When these excitations are matched to a spectrum or to the results of another density functional, the first decision is which of them to treat as charge transfer from bromine to boron. The distance between hole and electron seems to settle it: states 2 and 6 stand out, and the other four look local. That reading is half right. The distance picks out the two long transfers, but a short distance does not mean that the charge stays where it was.

PySCF 2.14.0, linear-response time-dependent DFT without the Tamm–Dancoff approximation, CAM-B3LYP/def2-SVP: the six lowest singlet excitations of neutral H₂B–BH–SiH₂Br at its GFN2-xTB geometry. Rows number the states by energy, and the leading pair weight refers to natural transition orbitals.

```
row  excitation energy (eV)  oscillator strength  leading pair weight  hole electron distance (Å)  hole electron overlap
  1                   4.032                0.006                0.989                       0.661                  0.617
  2                   4.757                0.001                0.997                       2.277                  0.391
  3                   5.107                0.016                0.959                       1.010                  0.568
  4                   5.182                0.039                0.969                       0.884                  0.605
  5                   5.702                0.006                0.969                       1.061                  0.589
  6                   6.134                0.007                0.973                       2.213                  0.463
```

The molecule is a chain, H₂B–BH–SiH₂Br, with bromine at one end. Each boron has only three neighbours and so a nearly empty p orbital, ready to take an electron. The planes around the two borons are twisted by about 90° against each other, so these p orbitals hardly mix and act as two separate acceptors. In states 1, 2, 3 and 5 the middle boron takes the largest share of the electron, about half or a little less, and silicon the next largest; in states 4 and 6 the electron goes mainly to the end boron.

The leading pair weight is at least 0.959 in every state, so each can be pictured as one hole orbital and one electron orbital. The distance then depends on where both of them sit. If the hole were wholly on bromine and the electron on a boron, the distance would be the full separation of the two atoms. If the hole were spread evenly on both sides of the acceptor, the distance would be zero, however much charge had moved.

This can be put into a formula. Let $h_A$ and $e_A$ be the shares of the hole and of the electron on atom $A$ at position $\mathbf r_A$. With each share placed at its nucleus, the distance is

$$R \approx \Big|\sum_A (e_A-h_A)\,\mathbf r_A\Big| .$$

For state 6 the hole is centred 2.47 Å along the chain from the end boron, and the electron 0.45 Å. They are thus 2.02 Å apart along the chain and about 0.44 Å apart sideways, which gives $R\approx\sqrt{2.02^2+0.44^2}\approx2.07$ Å.

The table has 2.213 Å for this state. The formula has no adjustable constant and puts all six states in the right order, though every estimate is too short, by up to 0.18 Å. Since the shares come from the same calculation as the distances, this agreement shows how each distance arises and is no independent test. The output below lists the estimates beside a straight line fitted to all six states with bromine's share of the hole alone. That line misses state 6 by 0.59 Å, because it ignores where the electron goes.

States 3 and 6 show what the line overlooks. Bromine holds a similar share of the hole in both, 0.41 and 0.49, yet the distance is 1.20 Å longer in state 6. Most of the difference comes from the electron, which sits on the far boron in state 6 and on the middle one in state 3. In state 3, moreover, part of the hole lies on the end boron, beyond the acceptor, and pulls the centre of the hole back towards the electron. State 2 is long for the other reason: its electron stays near the middle boron, but its hole is 72% on bromine.

The energies do not follow the distance: the longest transfer is only the second state. In the four states that fill the middle boron, the largest contribution comes from the highest occupied orbital, then from the second, third and fourth highest. The states rise in the same order, in steps of 0.35 to 0.73 eV. These steps are not orbital spacings alone, because the attraction between hole and electron also changes from state to state. The bromine hole of state 2 belongs mainly to the second highest orbital, which fits its low place despite the long transfer.

States 4 and 6 share the end boron as acceptor, but state 6 lies 0.95 eV higher. Here the order of the occupied orbitals does not help: the largest contribution comes from the third highest in state 4, but from the highest in state 6. A likely reason is electrostatic: in state 4 the hole is mostly on the two borons, close to the electron, and the attraction between them lowers the energy. In state 6 the hole is centred much farther away. Both holes are mixtures of several occupied orbitals, however, and the mixtures differ, so the whole gap should not be credited to attraction.

In practice, states should be matched by where hole and electron sit, and not by their number. This matters most for states 3 and 4, which are only 0.075 eV apart. Such a gap is smaller than the usual error of the method, so another functional may well swap them, although they fill different borons. Two energies deserve extra caution: that of state 2, because spin–orbit coupling at bromine is left out, and that of state 6, because the basis lacks diffuse functions, so that spread-out states which may lie near it or mix with it are poorly described. A short distance should be called local only after a look at the atomic shares: even in state 1, the shortest case, the middle boron gains about 0.21 of an electron from other atoms.

The analysis program printed:

```
Shares of hole and electron:
  row  hole on end B  hole on middle B  hole on Br  electron on end B  electron on middle B
    1          0.161             0.289       0.227              0.089                 0.503
    2          0.008             0.017       0.724              0.073                 0.425
    3          0.174             0.206       0.414              0.099                 0.468
    4          0.301              0.31       0.093               0.58                 0.122
    5          0.046             0.225       0.368              0.087                 0.483
    6           0.12             0.102       0.485              0.553                 0.117
Centres along the chain from the end B and distance in angstrom:
  row  hole centre  electron centre  estimated distance  estimate less table  squared transition dipole (a.u.)  oscillator strength from dipole
    1        1.856            1.311              0.5879             -0.07307                            0.0613                         0.006056
    2        3.651            1.583               2.102              -0.1754                           0.00821                        0.0009568
    3        2.142            1.371              0.8386              -0.1714                            0.1259                          0.01575
    4        1.011           0.3578              0.7705              -0.1135                            0.3086                          0.03918
    5        2.335            1.383               0.953               -0.108                           0.04213                         0.005886
    6        2.473            0.453               2.068              -0.1452                           0.05002                         0.007517
fit of hole_electron_distance on 6 rows: constant 0.3068 +/- 0.39, coefficient of hBr 2.711 +/- 0.9; rms 0.356, worst 6 -0.591, leave-one-out rms 0.501
rms miss of the distance from atomic shares (angstrom): 0.1361
distance in row 6 less row 3 (angstrom): 1.203
hole centre in row 6 less row 3 (angstrom): 0.3312
electron centre in row 6 less row 3 (angstrom): -0.9184
energy of row 2 less row 1 (eV): 0.725
energy of row 3 less row 2 (eV): 0.35
energy of row 5 less row 3 (eV): 0.595
energy of row 4 less row 3 (eV): 0.075
energy of row 6 less row 4 (eV): 0.952
orbital gap (eV): 7.626
orbital gap less energy of row 1 (eV): 3.594
squared transition dipole of row 4 over row 1: 5.035
```
